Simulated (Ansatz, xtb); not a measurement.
**Two isomers of CH3FGa**

We compare I, `F[CH2][GaH]`, a doublet, with II, `[CH2][GaH][F]`, a doublet. Both are isolated molecules in the gas phase, relaxed with PBE0-D3(BJ)/def2-SVP; the shapes shown needn't be the lowest conformers.

I (Å):

```xyz
6

C    -0.2248    0.3997   -0.4949
F    -0.5404   -0.4007   -1.5712
Ga    1.2206   -0.4375    0.6402
H    -1.1307    0.5671    0.1163
H     1.8137   -1.8544    0.2026
H     0.1104    1.3885   -0.8584
```

II (Å):

| atom | x (Å) | y (Å) | z (Å) |
| --- | --- | --- | --- |
| C | -0.3618 | 0.1280 | -0.9070 |
| F | 0.0651 | 0.3017 | 2.1482 |
| Ga | -1.0782 | 0.5409 | 0.8297 |
| H | 0.6683 | -0.2224 | -1.0401 |
| H | -0.9356 | 0.2203 | -1.8362 |
| H | -2.4827 | 1.0464 | 1.2711 |

Task: Which of the two would you expect CCSD(T)/def2-SVP + ΔMP2/def2-TZVPP electronic energies to favour?

Result: Structure II; the calculation gives E(II) − E(I) = −1.432 eV.

How the difference moves with the method:

```json
{"level": "GFN2-xTB", "geometry": "GFN2-xTB", "E(II) − E(I) (eV)": "−0.727", "departure from the last row (eV)": "+0.706", "job, with rough time for the two": "optimisation, 0.57 s"}
{"level": "HF/STO-3G", "geometry": "GFN2-xTB", "E(II) − E(I) (eV)": "−0.621", "departure from the last row (eV)": "+0.811", "job, with rough time for the two": "single point, 22 s"}
{"level": "r2SCAN-D4/def2-SVP", "geometry": "GFN2-xTB", "E(II) − E(I) (eV)": "−1.831", "departure from the last row (eV)": "−0.399", "job, with rough time for the two": "single point, 14 s"}
{"level": "PBE0-D3(BJ)/def2-SVP", "geometry": "PBE0-D3(BJ)/def2-SVP", "E(II) − E(I) (eV)": "−1.183", "departure from the last row (eV)": "+0.249", "job, with rough time for the two": "optimisation, 3.3 min"}
{"level": "HF/def2-SVP", "geometry": "PBE0-D3(BJ)/def2-SVP", "E(II) − E(I) (eV)": "−1.625", "departure from the last row (eV)": "−0.193", "job, with rough time for the two": "part of the CCSD(T) run"}
{"level": "MP2/def2-SVP", "geometry": "PBE0-D3(BJ)/def2-SVP", "E(II) − E(I) (eV)": "−1.470", "departure from the last row (eV)": "−0.038", "job, with rough time for the two": "part of the CCSD(T) run"}
{"level": "CCSD(T)/def2-SVP", "geometry": "PBE0-D3(BJ)/def2-SVP", "E(II) − E(I) (eV)": "−1.415", "departure from the last row (eV)": "+0.017", "job, with rough time for the two": "single point"}
{"level": "CCSD(T)/def2-SVP + ΔMP2/def2-TZVPP", "geometry": "PBE0-D3(BJ)/def2-SVP", "E(II) − E(I) (eV)": "−1.432", "departure from the last row (eV)": "", "job, with rough time for the two": "single point, 1.8 min"}
```

As drawn, II has 1 F–Ga in place of 1 C–F.

The levels shown agree on the order. The largest departure from CCSD(T)/def2-SVP + ΔMP2/def2-TZVPP is that of HF/STO-3G, 0.811 eV. The last row adds to CCSD(T) the change of the MP2 difference between the two basis sets, here −0.017 eV.

With harmonic frequencies from PBE0-D3(BJ)/def2-SVP (ideal gas, rigid rotor, one conformer each, 298.15 K, 1 atm): the zero-point term adds −0.067 eV; ΔH is −1.493 and ΔG −1.494 eV.

Open shells are spin-unrestricted, with notable spin contamination under HF/STO-3G. The correlated steps freeze 11 core orbitals; the filled d shell of Ga is correlated, in a basis made for valence electrons. Programs: Ansatz 0.2.0, xtb 6.7.1; the last row on 1 thread of AMD EPYC (Zen 3) on a shared host.

The preference for II reflects more than the exchange of one fluoride bond for another. Moving fluorine from carbon to gallium turns a formally divalent gallium radical into a trivalent gallium centre and leaves the unpaired electron mainly on the CH2 carbon. The strong, highly polar Ga–F bond, together with gallium's preference for the trivalent state, probably outweighs the loss of the C–F bond. The planar CH2 group in II fits a carbon π radical, perhaps slightly stabilised by delocalisation into the formally empty gallium p orbital.

Correlation is not the source of the ordering: Hartree–Fock in the split-valence basis already favours II, and the coupled-cluster treatment reduces the gap only modestly. Entropy hardly matters either, as ΔH and ΔG are almost equal, while the zero-point contribution favours II, consistent with a softer Ga–F than C–F stretch. The energies establish a clear thermodynamic preference between these two structures, but not how readily fluorine would migrate, so I could still be kinetically persistent.
